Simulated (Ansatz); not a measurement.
A series in volume scale on Cd

Results calculated with Ansatz 0.2.0, not measured. Free energy against uniform scaling of the volume at fixed shape and fractions; periodic cell, basis, potentials, k mesh and filling as listed.

The cell before it is scaled or strained (space group R-3m, No. 166):
```
CELL_PARAMETERS angstrom
1.61340 0.93150 2.45740
-1.61340 0.93150 2.45740
0.00000 -1.86300 2.45740
ATOMIC_POSITIONS crystal
Cd 0.00000 0.00000 0.00000
```

Settings of every row: functional LDA; dispersion none; accuracy low; potentials PAW; wave cutoff 544.23 eV; density cutoff 3265.4 eV; k mesh 9x9x9; k shift 0x0x0; occupations fermi dirac; smearing width 0.02 eV; spin none; SCF threshold exponent -7.

Limits: coarse k mesh, up to 40 meV an atom off; loose SCF threshold; minimum outside the range; the cell comes from a prototype or a list of computed structures and needn't be the stable phase.

```csv
row,volume scale,V (Å³/atom),energy above lowest point (meV/atom)
1,0.9406,20.843,0
2,0.9703,21.501,?
3,1,22.159,30.7
4,1.0297,22.817,53.7
5,1.0594,23.475,80.3
```

Question: what energy above lowest point should row 2 give?

Worked fit of energy above lowest point. Take u = (V_r/V)^(2/3) − 1 with V_r = 22.488 Å³ an atom, which is twice the finite (Eulerian) strain; such expansions in the strain, on which the Birch-Murnaghan equation of state is built, carry the rest volume and the bulk modulus. The shown rows have u = 0.05195, 0.00987, -0.00964, -0.02823. Least squares give energy above lowest point = 41.64 − 1170.6 × u + 7098 × u² meV/atom; a straight line predicts inner rows, each left out in turn, worse (root mean square 7 against 0.23 meV/atom). The rows lie off it by 0.0, -0.1, 0.1, 0.0. The withheld row has u = 0.03037, so the fit gives 41.64 − 1170.6 × (0.03037) + 7098 × (0.03037)² = 12.6 meV/atom.

The calculation gave 12.4 meV/atom. The fit lies 0.2 meV/atom (1.6 % of the value, 0.25 % of the column's range) above it; its largest miss of a shown row is 0.1 meV/atom.
